## Problem

H⁻ is described by the singlet spatial function
$$\psi=\frac{\phi_a(1)\phi_b(2)+\phi_b(1)\phi_a(2)}{\sqrt{2(1+S^2)}},\qquad \phi_\zeta=\sqrt{\zeta^3/\pi}\,e^{-\zeta r},$$
with given exponents $a=1.0392$, $b=0.2832$, which make the energy stationary. Atomic units ($a_0$, $E_h$) are used where $\hbar$ and $m$ are not written.

(a) Relate the kinetic energy densities $K$ and $G$, and state over which regions their integrals agree. (b) Estimate by hand $G_{\rm out}$, $K_{\rm out}$ and their difference for the region outside a sphere of radius $R=3\,a_0$. (c) Calculate them carefully. (d) Account for the discrepancy.

## Solution

### (a) The identity

For $N$ electrons, with $d\tau'$ covering all spins and all positions but $\mathbf r_1=\mathbf r$, and $\rho=N\int\psi^*\psi\,d\tau'$,
$$K=-\frac{\hbar^2}{4m}N\!\int\!(\psi^*\nabla_1^2\psi+\psi\nabla_1^2\psi^*)\,d\tau',\qquad G=\frac{\hbar^2}{2m}N\!\int\!\nabla_1\psi^*\!\cdot\!\nabla_1\psi\,d\tau'.$$
Since $\nabla^2(\psi^*\psi)=\psi^*\nabla^2\psi+\psi\nabla^2\psi^*+2\nabla\psi^*\!\cdot\!\nabla\psi$,
$$K-G=-\frac{\hbar^2}{4m}\nabla^2\rho,\qquad K(\Omega)-G(\Omega)=-\frac{\hbar^2}{4m}\oint\nabla\rho\cdot\mathbf n\,dS,$$
with $\mathbf n$ the outward normal. The nuclear cusp adds nothing, because the flux $4\pi\epsilon^2\rho'(\epsilon)$ through a small sphere vanishes as $\epsilon\to0$. If $\nabla\rho\cdot\mathbf n=0$ on the finite surface and the flux dies off at infinity, then $K(\Omega)=G(\Omega)$. Every member of $T_\lambda=G+\lambda\nabla^2\rho$ gives that same value; $K$ has $\lambda=-\tfrac14$. Zero local flux is sufficient, but only zero net flux is necessary. The uniqueness holds within this family: adding the divergence of a decaying field not parallel to $\nabla\rho$ keeps the total energy but generally changes the basin value.

For a sphere about the nucleus,
$$\Delta(R)\equiv K_{\rm in}-G_{\rm in}=G_{\rm out}-K_{\rm out}=-\pi R^2\rho'(R).$$
Here $\rho'<0$ at all $r$, so no finite sphere has zero flux. The basin of free H⁻ is all space.

### (b) Estimate

Picture a hydrogen atom ($\zeta=1$) and an independent diffuse electron ($\zeta=0.3$), so $\rho\approx\phi_1^2+\phi_{0.3}^2$. Each electron contributes $\Delta=2R^2\zeta^4e^{-2\zeta R}$. Its $G$ density is $\tfrac12\zeta^2\phi_\zeta^2$, so $G_{\rm out}=\tfrac12\zeta^2f(2\zeta R)$, where $f(x)=e^{-x}(1+x+x^2/2)$ is the fraction of the charge outside $R$. With $e^{-6}\approx0.0025$ and $e^{-1.8}\approx0.165$:

- $\Delta\approx18(0.0025)+18(0.0081)(0.165)=0.045+0.024=0.069$
- $G_{\rm out}\approx0.5(0.0025)(25)+0.045(0.165)(4.42)=0.031+0.033=0.064$
- $K_{\rm out}\approx0.064-0.069=-0.005$

### (c) Careful calculation

The overlap is $S=8(ab)^{3/2}/(a+b)^3=0.5523$, and $w\equiv1/(1+S^2)=0.766$. Integrate out electron 2 and use $\nabla\phi_\zeta=-\zeta\phi_\zeta\hat{\mathbf r}$, $\nabla^2\phi_\zeta=(\zeta^2-2\zeta/r)\phi_\zeta$:
$$\rho=w\,[\phi_a^2+\phi_b^2+2S\phi_a\phi_b],\qquad G=\tfrac w2\,[a^2\phi_a^2+b^2\phi_b^2+2Sab\,\phi_a\phi_b],$$
$$K=w\Big[\Big(\tfrac ar-\tfrac{a^2}2\Big)\phi_a^2+\Big(\tfrac br-\tfrac{b^2}2\Big)\phi_b^2+S\Big(\tfrac{a+b}r-\tfrac{a^2+b^2}2\Big)\phi_a\phi_b\Big].$$
Over all space both give $T=w[a^2/2+b^2/2+abS^2]=0.5133$. The energy is
$$E=T-(a+b)+w\Big[\frac{ab(a^2+3ab+b^2)}{(a+b)^3}+\frac{5(a+b)S^2}{16}\Big]=-0.5133,$$
so $T=-E$ to four figures, as stationarity under scaling requires. Outside the sphere,
$$\Delta=2wR^2\big[a^4e^{-2aR}+b^4e^{-2bR}+S(ab)^{3/2}(a+b)e^{-(a+b)R}\big],$$
$$G_{\rm out}=w\big[\tfrac{a^2}2f(2aR)+\tfrac{b^2}2f(2bR)+abS^2f((a+b)R)\big].$$

| term (with $w$) | $\Delta$ | $G_{\rm out}$ | $K_{\rm out}$ |
|---|---|---|---|
| $\phi_a^2$ | 0.03152 | 0.02162 | −0.00989 |
| $\phi_b^2$ | 0.01622 | 0.02327 | +0.00705 |
| $\phi_a\phi_b$ | 0.03044 | 0.01671 | −0.01373 |
| total | 0.07818 | 0.06161 | −0.01657 |

Each entry is rounded separately. Inside, $G_{\rm in}=0.4517$ and $K_{\rm in}=0.5298$, and the family gives $T_{\lambda,\rm in}=0.4517-0.3127\,\lambda$. The two conventions disagree by 15% of $T$, and even on the sign of the outer energy. The gap falls to $10^{-3}E_h$ only near $R=13\,a_0$. Over the true basin it vanishes for every $\lambda$.

### (d) Why the two differ

The estimate is 12% low for $\Delta$, 4% high for $G_{\rm out}$, and too small in magnitude by a factor 3.3 for $K_{\rm out}$. Remove its approximations one at a time:

| stage | $\Delta$ | $G_{\rm out}$ | $K_{\rm out}$ |
|---|---|---|---|
| estimate | 0.069 | 0.064 | −0.005 |
| exponents $a,b$, no overlap | 0.0623 | 0.0586 | −0.0037 |
| multiply by $w$ | 0.0477 | 0.0449 | −0.0028 |
| add overlap term | 0.0782 | 0.0616 | −0.0166 |

For $\Delta$ and $K_{\rm out}$, rounding the exponents is the minor cause. Restoring them moves both away from the final values, so the rounding hid part of the larger defect. For $G_{\rm out}$ the rounding is the larger effect: restoring the exponents lowers it by 0.0054, while $w$ and the overlap term together raise it by only 0.0030. The 4% excess thus comes from the rounded exponents; neglecting overlap alone leaves $G_{\rm out}$ 5% low.

The main defect in $\Delta$ and $K_{\rm out}$ is the neglect of non-orthogonality. Symmetrisation moves $2wS^2=0.47$ electron out of $\phi_a^2$ and $\phi_b^2$ into the overlap density, which decays as $e^{-(a+b)r}$. The neglected term supplies 39% of $\Delta$ and 27% of $G_{\rm out}$, so it is not small. For $G_{\rm out}$ the loss through $w$ (0.0137) and the gain through overlap (0.0167) largely cancel. For $\Delta$ the gain (0.0304) is about twice the loss (0.0146), because the overlap density is both substantial and steep at $3\,a_0$. The net gain of 0.0159 leaves the overlap-free value 0.0623 20% low, and the estimate is only 12% low because the rounded exponents add a compensating 0.0067.

$K_{\rm out}$ is far less protected. Its three terms turn negative beyond $2/a=1.92$, $2/b=7.06$ and $2(a+b)/(a^2+b^2)=2.28\,a_0$. In the estimate the negative inner tail is largely offset by the net positive diffuse term. The overlap term is negative throughout $r>3\,a_0$ and has nothing to offset it. In numbers, $K_{\rm out}=G_{\rm out}-\Delta$ is a small difference. The shortfall of 0.0092 in $\Delta$ and the excess of 0.0024 in $G_{\rm out}$ add to 0.0116, more than twice the estimated value itself.

All these numbers are the model's, not the ion's. Against a typical total energy of about $-0.528\,E_h$ for H⁻, the model's $T$ is roughly 3% low, but its binding relative to H ($-0.5\,E_h$), $0.0133\,E_h$, is only about half. The outer-region values, above all $K_{\rm out}$, are therefore qualitative for the real ion. The result of (a) does not depend on the quality of $\psi$.